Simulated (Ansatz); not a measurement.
# Mo: energy above lowest point against volume scale

Free energy against uniform scaling of the volume at fixed shape and fractions; periodic cell, basis, potentials, k mesh and filling as listed. The results are calculated, by Ansatz 0.2.0.

The cell before it is scaled or strained (space group Im-3m, No. 229):
```
CELL_PARAMETERS angstrom
-1.57340 1.57340 1.57340
1.57340 -1.57340 1.57340
1.57340 1.57340 -1.57340
ATOMIC_POSITIONS crystal
Mo 0.00000 0.00000 0.00000
```

Settings of every row: functional PBE; dispersion none; potentials all-electron LAPW; k mesh 13x13x13; k shift 0x0x0; occupations fermi dirac; smearing width 0.05 eV; spin none; basis error target 0.002 eV/atom.

Limits: coarse k mesh, up to 40 meV an atom off.

```
row  volume scale  V (Å³/atom)  energy above lowest point (meV/atom)
  1          0.92       14.334                                   123
  2          0.96       14.957                                     ?
  3             1        15.58                                     0
  4          1.04       16.204                                     7
  5          1.08       16.827                                  48.2
```

Question: what energy above lowest point should row 2 give?

Worked fit of energy above lowest point. Take u = (V_r/V)^(2/3) − 1 with V_r = 15.892 Å³ an atom, which is twice the finite (Eulerian) strain; such expansions in the strain, on which the Birch-Murnaghan equation of state is built, carry the rest volume and the bulk modulus. The shown rows have u = 0.07121, 0.01331, -0.01288, -0.0374. Least squares give energy above lowest point = −1.32 − 268.2 × u + 28279 × u² meV/atom; a straight line predicts inner rows, each left out in turn, worse (root mean square 50 against 0.35 meV/atom). The rows lie off it by 0.0, -0.1, 0.2, -0.1. Its lowest point lies at u = 0.0047, or V = 15.78 Å³ an atom, and the curvature there gives the bulk modulus at fixed shape and fractions, B = (4/9)(1 + u)² E″(u)/V = 258 GPa. The withheld row has u = 0.04125, so the fit gives −1.32 − 268.2 × (0.04125) + 28279 × (0.04125)² = 35.7 meV/atom.

The calculation gave 35.2 meV/atom. The fit lies 0.5 meV/atom (1.4 % of the value, 0.41 % of the column's range) above it; its largest miss of a shown row is 0.2 meV/atom.
